\section*{\'Ecalle's bridge equation for the Painlev\'e II junction field: limits and scales}

\subsection*{Model and dimensional analysis}

We treat steady one-dimensional transport of a monovalent cation and anion with molar concentrations $c_\pm(x)$, constant fluxes $\Phi_\pm$, diffusion coefficients $D_\pm$ and permittivity $\varepsilon$. With the reduced field $\mathcal E=FE/RT$ (an inverse length) and $\beta=F^2/\varepsilon RT$, the Nernst--Planck and Gauss equations read
\begin{equation}
c_\pm'=\pm\mathcal E c_\pm-\Phi_\pm/D_\pm ,\qquad \mathcal E'=\beta\,(c_+-c_-).
\end{equation}
Define $G=-(\Phi_+/D_++\Phi_-/D_-)$ and $H=\Phi_+/D_+-\Phi_-/D_-$, and orient $x$ so that $G>0$. The sum of the two transport equations integrates once, to $c_++c_-=\mathcal E^2/2\beta+G(x-x_0)$. The difference then gives $\mathcal E''=\mathcal E^3/2+\beta G(x-x_0)\mathcal E-\beta H$. The product $\beta G$ has dimension (length)$^{-3}$ and $H/G$ is a pure number, so the equation holds one length and one parameter:
\begin{equation}
\ell=(\beta G)^{-1/3},\qquad \alpha=-\frac{H}{2G},\qquad x-x_0=\ell s,\qquad \mathcal E=\frac{2u}{\ell}.
\end{equation}
In these variables
\begin{equation}
u''=2u^3+su+\alpha,\qquad c_\pm=G\ell\left(u^2+\tfrac{s}{2}\pm u'\right),\qquad \frac{\Phi_\pm}{D_\pm}=-G\left(\tfrac12\pm\alpha\right).
\label{p2}
\end{equation}
This is Painlev\'e II. An ideal cation-selective membrane ($\Phi_-=0$) has $\alpha=1/2$. A liquid junction at zero current ($\Phi_+=\Phi_-$) has $\alpha=(D_--D_+)/[2(D_++D_-)]$.

Where the solution is nearly neutral, $c_++c_-\approx G\ell s$, and the local Debye length is $\ell/\sqrt s$. The variable $z=s^{3/2}$ is therefore the gradient length $x-x_0$ divided by the local Debye length. It is the large parameter of everything below.

Put the membrane at $x=0$ and a stirred bulk of concentration $c_0$ at $x=L$, with Debye length $\lambda=(2\beta c_0)^{-1/2}$. Write $G=2c_0J/L$. For $\alpha=1/2$, $J=j/j_{\rm lim}$ with $j_{\rm lim}=2FD_+c_0/L$. Neglecting $u^2$ against $s$ at $x=L$,
\begin{equation}
\ell=\left(\frac{\lambda^2L}{J}\right)^{1/3},\qquad s_L=\left(\frac{L}{\lambda J}\right)^{2/3},\qquad s_w=s_L\,(1-J),
\label{geom}
\end{equation}
where $s_w$ is the value of $s$ at the membrane. The independent groups are $\lambda/L$, $J$, $\alpha$ and a double-layer potential at the wall.

Inputs for the numbers are typical values for aqueous NaCl at 298.15 K: relative permittivity 78.4, $D_+=1.33\times10^{-5}$ and $D_-=2.03\times10^{-5}$ cm$^2$/s. The reference case is $c_0=10$ mM, $L=100\ \mu$m, for which $RT/F=25.69$ mV and $j_{\rm lim}=2.57$ mA/cm$^2$. The table is for $J=1$; $c_\ell=G\ell/2=c_0\ell/L$ is the concentration unit and $E_\ell=2RT/F\ell$ the field unit.

\begin{tabular}{ccccccc}
$c_0$ (mM) & $L$ ($\mu$m) & $\lambda$ (nm) & $\ell$ (nm) & $s_L$ & $c_\ell$ ($\mu$M) & $E_\ell$ (kV/cm)\\ \hline
0.1 & 100 & 30.4 & 452 & 221 & 0.45 & 1.14\\
10 & 100 & 3.04 & 97.4 & 1027 & 9.7 & 5.28\\
10 & 1 & 3.04 & 21.0 & 48 & 210 & 24.5
\end{tabular}

\subsection*{The transseries on the neutral side}

For $s\to+\infty$ the solutions that stay small form a one-parameter family with the formal expansion
\begin{equation}
U(z,\sigma)=\sum_{n\ge0}\sigma^ne^{-nAz}\,\Phi_n(z),\qquad A=\tfrac23 .
\label{ts}
\end{equation}
The sectors $\Phi_n$ carry integer indices and are distinct from the fluxes $\Phi_\pm$. Inserting $\Phi_0=\sum_n a_ns^{-3n-1}$ in \eqref{p2} gives
\begin{equation}
a_0=-\alpha,\qquad a_{n+1}=(3n+1)(3n+2)\,a_n-2\!\!\sum_{i+j+k=n}\!\!a_ia_ja_k ,
\label{rec}
\end{equation}
so $a_1=-2\alpha(1-\alpha^2)$. The term $a_0$ is the field of electroneutral theory. The first sector solves $\delta''=(s+6\Phi_0^2)\delta$. We normalise it like the Airy function $\mathrm{Ai}(s)$, which fixes the meaning of $\sigma$:
\begin{equation}
\Phi_1=\frac{s^{-1/4}}{2\sqrt\pi}\left(1+\frac{\varphi_1}{z}+\frac{\varphi_2}{z^2}+\dots\right),\quad \varphi_1=2\alpha^2-\frac{5}{48},\quad \varphi_2=\varphi_1\left(\alpha^2-\frac{77}{96}\right).
\end{equation}
The next sectors are driven by $6\Phi_0\delta^2$ and $2\delta^3$:
\begin{equation}
\Phi_2=-\frac{\alpha\,s^{-5/2}}{2\pi}\left(1+\frac{4\alpha^2-77/24}{z}+\dots\right),\qquad \Phi_3=\frac{s^{-7/4}}{32\pi^{3/2}}\,(1+\dots).
\label{higher}
\end{equation}
Physically $e^{-Az}=\exp(-\int\sqrt s\,ds)$ is Debye screening with a screening length that varies in space.

\subsection*{The bridge equation}

Conventions: after removal of the common factor $s^{-1/4}$, the Borel transform maps $z^{-g}$ to $\zeta^{g-1}/\Gamma(g)$ and leaves a constant term alone. $\mathcal S_+$ and $\mathcal S_-$ are Laplace integrals just above and just below the positive $\zeta$ axis. The Stokes automorphism and the alien derivatives $\Delta_{kA}$ are defined by
\begin{equation}
\mathcal S_+=\mathcal S_-\circ\mathfrak S,\qquad \mathfrak S=\exp\sum_{k>0}\dot\Delta_{kA},\qquad \dot\Delta_{kA}=e^{-kAz}\Delta_{kA},
\end{equation}
and likewise on the negative axis for $k<0$. Two properties carry the argument. $\mathfrak S$ respects products, so its logarithm and each $\dot\Delta_{kA}$ obey the Leibniz rule. $\mathfrak S$ commutes with $d/dz$, and so does each $\dot\Delta_{kA}$.

Apply $\dot\Delta_{kA}$ to the differential equation. It follows that $\dot\Delta_{kA}U$ solves the equation linearised about $U$. So does $\partial_\sigma U$. For a first-order equation the two are proportional, with a factor that depends on $\sigma$ only. Give $\sigma$ degree $+1$ and $e^{-Az}$ degree $-1$. Then $U$ has degree 0, $\dot\Delta_{kA}U$ has degree $-k$ and $\partial_\sigma U$ has degree $-1$, so the factor is $S_k\sigma^{1-k}$. No negative power of $\sigma$ can appear, hence $S_k=0$ for $k\ge2$. Matching powers of $\sigma$ gives
\begin{equation}
\dot\Delta_{kA}U=S_k\,\sigma^{1-k}\partial_\sigma U,\qquad \Delta_{kA}\Phi_n=S_k\,(n+k)\,\Phi_{n+k},\qquad k\le1,\ k\ne0,
\label{bridge}
\end{equation}
with $\Phi_m=0$ for $m<0$.

Painlev\'e II is of second order, and the linearised equation has a second solution $\partial_{\sigma_2}U$, where $\sigma_2$ (degree $-1$) multiplies $e^{+Az}$. Then $\dot\Delta_{kA}U=a\,\partial_\sigma U+b\,\partial_{\sigma_2}U$ with $\deg a=1-k$ and $\deg b=-1-k$. A coefficient of negative degree contains $\sigma_2$ and vanishes at $\sigma_2=0$. For $k>0$ this removes $b$, and for $k\ge2$ also $a$, so \eqref{bridge} holds for \eqref{ts} on the positive axis. For $k=-1$, $b$ has degree 0 and survives. Thus $\Delta_{-A}\Phi_0\neq0$ whenever $S_1\ne0$, where \eqref{bridge} would give zero. We use \eqref{bridge} for $k=1$ only and treat the point $-A$ by symmetry.

On the positive axis $\mathfrak S=\exp(S_1\partial_\sigma)$, a translation:
\begin{equation}
\mathcal S_+U(\sigma)=\mathcal S_-U(\sigma+S_1),\qquad (\mathcal S_+-\mathcal S_-)\Phi_0=\sum_{n\ge1}S_1^n e^{-nAz}\mathcal S_-\Phi_n .
\label{shift}
\end{equation}

\paragraph{Large order.} Relative to $s^{-1/4}$ the terms of $\Phi_0$ are $a_nz^{-g}$ with $g=2n+\tfrac12$. Suppose $a_n\simeq C\,\Gamma(g)A^{-g}$. The Borel integrand is $C e^{-z\zeta}(\zeta/A)^{1/2}/[\zeta(1-\zeta^2/A^2)]$, with poles at $\pm A$. Its residue at $A$ is $-Ce^{-Az}/2$, and the difference contour runs clockwise, so the jump is $i\pi Ce^{-Az}$. Equating this with $S_1e^{-Az}/2\sqrt\pi$ gives $C=S_1/2i\pi^{3/2}$. Each $\varphi_k$ repeats the argument with $g\to g-k$:
\begin{equation}
a_n\simeq\frac{S_1}{2i\pi^{3/2}}\frac{\Gamma(2n+\frac12)}{A^{2n+1/2}}\left[1+\frac{\varphi_1A}{2n-\frac12}+\frac{\varphi_2A^2}{(2n-\frac12)(2n-\frac32)}+\dots\right].
\label{large}
\end{equation}
The amplitude is twice that of a single singularity, because $+A$ and $-A$ contribute equally to a series that proceeds in steps of $z^{-2}$. The sector $\Phi_2$ enters at relative order $2^{-2n}$.

\paragraph{Reality.} All coefficients are real, so $\overline{\mathcal S_+U(\sigma)}=\mathcal S_-U(\bar\sigma)=\mathcal S_+U(\bar\sigma-S_1)$, and $S_1$ is imaginary. The sum $\mathcal S_+U(\sigma)$ is real when $\sigma-\bar\sigma=-S_1$. The real solutions are the median sums
\begin{equation}
u=\mathcal S_+U\!\left(\sigma_R-\tfrac{S_1}{2}\right)=\mathrm{Re}\,\mathcal S_+\Phi_0+\sigma_Re^{-Az}\,\mathrm{Re}\,\mathcal S_+\Phi_1+\left(\sigma_R^2-\tfrac{S_1^2}{4}\right)e^{-2Az}\,\mathrm{Re}\,\mathcal S_+\Phi_2+\dots
\label{med}
\end{equation}
with $\sigma_R$ real. The bridge equation fixes the structure but not the value of $S_1$. The isomonodromy theory of Painlev\'e II gives, in our conventions,
\begin{equation}
S_1=-2i\sin\pi\alpha ,
\label{s1}
\end{equation}
so $\mathrm{Im}\,\sigma=+\sin\pi\alpha$ for $\mathcal S_+$. We quote \eqref{s1} and test it below in three regimes of $\alpha$.

\subsection*{Regimes of the flux ratio $\alpha$}

\paragraph{Small $\alpha$.} With $u=O(\alpha)$ the cubic term drops out and $u''=su+\alpha$. A solution is $-\alpha\int_0^\infty e^{\tau^3/3-s\tau}d\tau$ along $\arg\tau=\pm\pi/3$. The substitution $\tau=\sqrt s\,t$ turns the exponent into $-z\zeta$ with $\zeta=t-t^3/3$. This is the Borel variable, and its branch point at $t=1$ lies at $\zeta=2/3=A$. The two rays are therefore $\mathcal S_\pm$, and
\begin{equation}
\mathcal S_\pm\Phi_0=-\pi\alpha\,[\mathrm{Gi}(s)\pm i\,\mathrm{Ai}(s)],\qquad a_n=-\alpha\,\frac{(3n)!}{3^n\,n!},
\end{equation}
where $\mathrm{Gi}$ is Scorer's function. The jump is $-2\pi i\alpha\,\mathrm{Ai}$, which is \eqref{s1} at first order, sign included. The leading correction to $S_1$ is the factor $1-\pi^2\alpha^2/6$. An NaCl junction at zero current has $\alpha=0.104$, where $|S_1|=0.643$ against the linear $0.654$, a reduction of 1.8\%. For KCl, with a typical $D_+=1.96\times10^{-5}$ cm$^2$/s, $\alpha=0.0088$ and $|S_1|=0.055$.

\paragraph{$\alpha=1/2$.} Here $|S_1|=2$ is at its maximum, $\varphi_1=19/48$ and $\varphi_2=-1007/4608$. The table compares $a_n$ from \eqref{rec}, divided by the prefactor of \eqref{large}, with the bracket of \eqref{large}.

\begin{tabular}{cccc}
$n$ & $-a_n$ & ratio to prefactor & bracket\\ \hline
2 & 13.875 & 1.0713 & 1.0643\\
3 & 754.5 & 1.0461 & 1.0441\\
4 & $8.1800\times10^4$ & 1.0340 & 1.0332\\
5 & $1.4761\times10^7$ & 1.0269 & 1.0266
\end{tabular}

No constant is adjusted. The two columns close in on each other as the omitted $n^{-3}$ term requires.

\paragraph{Integer and large $\alpha$.} For $|\alpha|>1/2$ one ion moves up its concentration gradient, driven by the field. At $\alpha=1$ the series stops and $u=-1/s$ is exact, in accord with $S_1=0$. For $\alpha\gg1$ set $s=\alpha^{2/3}y$ and $u=\alpha^{1/3}v$, which gives $\alpha^{-2}v''=2v^3+yv+1$. The leading field solves the cubic $2u^3+su+\alpha=0$. Its expansion in $\alpha^2/s^3$ converges out to the double root at $s^3=-27\alpha^2/2$, so the crossover lies at $s\approx2.38\,\alpha^{2/3}$, or $s\approx11$ for $\alpha=10$. Below it the term $\mathcal E^2/2\beta$ is no longer small against $G(x-x_0)$. The screening exponent shifts too: $\sqrt{s+6\alpha^2/s^2}\approx\sqrt s+3\alpha^2s^{-5/2}$ integrates to $Az-2\alpha^2/z$, the origin of $2\alpha^2$ in $\varphi_1$. The first correction in \eqref{large} is then $2\alpha^2/3n$, and the large-order law sets in only for $n\gg\alpha^2$. $S_1$ itself stays bounded.

\subsection*{Regimes of position $s$}

\paragraph{Large $s$.} The leading correction to the electroneutral field is the factor $1+2(1-\alpha^2)/z^2$, and the relative charge $(c_+-c_-)/(c_++c_-)$ is $2\alpha/z^2$. At the bulk edge of the reference case $z=L/\lambda=3.29\times10^4$, the field correction is $1.4\times10^{-9}$, and $\log_{10}e^{-Az}=-9.5\times10^3$. The divergence of $\Phi_0$ has no practical consequence there.

\paragraph{Optimal truncation.} Successive terms have ratio close to $9n^2/z^2$, so the least term is at $n_*\approx z/3$. Stirling's formula in \eqref{large} at $g=Az$ shows that the least term is $2\sqrt{2/\pi Az}$ times the imaginary part $|\mathrm{Im}\,\mathcal S_\pm\Phi_0|\approx|\sin\pi\alpha|\,e^{-Az}\Phi_1$. The ratio of that imaginary part to the leading field is
\begin{equation}
\rho(s)=\frac{\sin\pi\alpha}{\alpha}\,\frac{s^{3/4}e^{-Az}}{2\sqrt\pi}\left(1+\frac{\varphi_1}{z}\right).
\end{equation}
For $\alpha=1/2$ in the reference case:

\begin{tabular}{ccccc}
$s$ & $Az$ & $n_*$ & $\rho$ & $c_\ell s$ ($\mu$M)\\ \hline
2 & 1.89 & 0.9 & 0.16 & 19\\
3 & 3.46 & 1.7 & 0.043 & 29\\
4 & 5.33 & 2.7 & $8.1\times10^{-3}$ & 39\\
9 & 18.0 & 9.0 & $4.5\times10^{-8}$ & 88
\end{tabular}

The level $\rho=1\%$ is crossed at $s\approx3.9$, so we take $s=4$, or $x-x_0=0.39\ \mu$m, as the edge of the region where the plain series serves. There the terms of $-\Phi_0$ are $0.125$, $2.93\times10^{-3}$, $8.5\times10^{-4}$, $7.2\times10^{-4}$, $1.22\times10^{-3}$. The imaginary part is $1.01\times10^{-3}$, and the least term is 0.71 of it, against 0.69 from the Stirling estimate. In laboratory units the first three terms give $E=-0.68$ kV/cm and the imaginary part is 5.3 V/cm. The term $-S_1^2/4=\sin^2\pi\alpha$ in \eqref{med}, which separates the median from the plain average of the lateral sums of $\Phi_0$, is $-5.8\times10^{-8}$ at leading order, and the $1/z$ term of \eqref{higher} multiplies it by 0.72. It is negligible until $s$ is of order one.

By \eqref{geom} the membrane reaches $s_w=4$ when $1-J\approx4(\lambda/L)^{2/3}$. This is 0.018, 0.0039 and 0.084 for the three rows of the first table. The factor $J^{-2/3}$ in $s_L$ lowers the last value to 0.079.

\paragraph{Neglected physics at the crossover.} The imaginary part measures what the series $\Phi_0$ leaves undetermined within the model. At $s=4$ it is as small as effects that the model omits. The Debye--H\"uckel activity correction is $|\ln\gamma|=l_B/2\lambda_{\rm loc}$, with Bjerrum length $l_B=0.715$ nm and $\lambda_{\rm loc}=\ell/2=48.7$ nm, which is 0.7\%. The ions of neutral water, about $0.1\ \mu$M each, are 0.3\% of the salt, and H$^+$ (typical $D=9.3\times10^{-5}$ cm$^2$/s) diffuses 7 times faster than Na$^+$. In the 0.1 mM case they are 22\% of $c_\ell$, and the two-ion model fails in the layer of width $\ell$. The exponentially small terms become large against these effects only for $s\lesssim2$.

\subsection*{Regimes of the transseries parameter $\sigma$}

The size of the $n$-th term is set by the combination
\begin{equation}
\xi=\frac{\sigma e^{-Az}s^{-3/4}}{2\sqrt\pi}.
\end{equation}
In units of $\sqrt s$ the first term is $\xi$, the second is $-2\alpha\xi^2/z$ and the third is $\xi^3/4$. For $|\xi|\ll1$ only $\Phi_1$ matters, which is a linear Debye--H\"uckel tail. For $\xi=O(1)$ and $z\gg1$ the coefficient $s$ in \eqref{p2} is constant over a screening length and $\alpha$ drops out. The decaying solution of $u''=2u^3+su$ at fixed $s$ is $\pm\sqrt s/\sinh y$ with $dy=\sqrt s\,ds$, and $|\xi|=2e^{-y}$ gives
\begin{equation}
u\simeq\sqrt s\,\frac{\xi}{1-\xi^2/4},\qquad \psi=\int_s^\infty 2u\,ds'=4\,\mathrm{artanh}\frac{\xi}{2},
\end{equation}
with relative corrections $O(1/z)$ and $\psi$ the double-layer potential in units of $RT/F$. The leading terms of all odd sectors sum to the Gouy--Chapman layer, and the pole at $|\xi|=2$ lies behind the wall. The crossover from the linear tail is at $|\xi|\sim1$, or $|\psi|=4\,\mathrm{artanh}\tfrac12=2.2$. A wall potential $\psi_w$ fixes
\begin{equation}
\sigma_R\simeq4\sqrt\pi\,s_w^{3/4}e^{Az_w}\tanh(\psi_w/4).
\end{equation}
For $\psi_w=-4$, that is $-103$ mV, $\sigma_R\approx-2\times10^9$ at $s_w=9$ and $-3\times10^3$ at $s_w=4$. Below the limiting current $|\sigma_R|\gg|S_1|$, and the shift $\sigma\to\sigma+S_1$ is a tiny relative change of the double-layer tail. The two become comparable only when $s_w$ falls to order one or below, or when the wall is nearly uncharged.

\subsection*{The opposite limit: the wall at negative $s$}

For $J>1$, $s_w<0$ and neutrality is impossible. The balance $2u^3+su=0$ gives the extended space charge,
\begin{equation}
u\simeq-\sqrt{|s|/2}-\frac{\alpha}{2|s|},\qquad |\psi|\simeq\frac{2\sqrt2}{3}|s_w|^{3/2}+\alpha\ln|s_w|+O(1).
\end{equation}
A drop of 0.5 V is $|\psi|=19.5$. The first term alone gives $|s_w|=7.5$, a layer of $0.7\ \mu$m and $J-1=0.7\%$. The logarithm, 1.0 at $\alpha=1/2$, and the unknown $O(1)$ term limit these numbers to several per cent. The planar model also excludes electroconvection and water dissociation, which raise the current in real cells.

For $\alpha=1/2$ Gambier's transformation links this problem to $\alpha=0$. If $w_{tt}=2w^3+tw$ with $t=-2^{-1/3}s$, then
\begin{equation}
u=2^{-1/3}\,w_t/w,\qquad c_-=2^{1/3}G\ell\,w^2
\end{equation}
solves \eqref{p2}. The Hastings--McLeod solution has $w\sim\mathrm{Ai}(t)$ for $t\to+\infty$ and $w\sim\sqrt{-t/2}$ for $t\to-\infty$. It gives $c_-\to G\ell s/2$ on the neutral side and $c_-\propto\exp(-\tfrac{2\sqrt2}{3}|s|^{3/2})$, up to a power of $|s|$, in the space charge. A wall at finite $s_w$ perturbs it by a mode that decays from the wall with the same exponent, of order $e^{-|\psi|}$ at $s\sim0$. The connection formula of the isomonodromy theory, which we quote, assigns to the pole-free solution on this branch $\sigma_R=-\cos\pi\alpha$. At $\alpha=0$ this is $u\sim-\mathrm{Ai}(s)$, and at $\alpha=1/2$ it is $\sigma_R=0$.

As $J$ passes through 1 within a window of width of order $(\lambda/L)^{2/3}$, $|\sigma_R|$ thus falls from exponentially large values to nearly zero. Beyond the limiting current the neutral side of an ideal membrane is described by $\mathcal S_+U(i)=\mathcal S_-U(-i)$. The whole transseries parameter is then the imaginary part $\mp S_1/2$ that the bridge equation demands, and the same constant governs the growth of $a_n$ in \eqref{large}.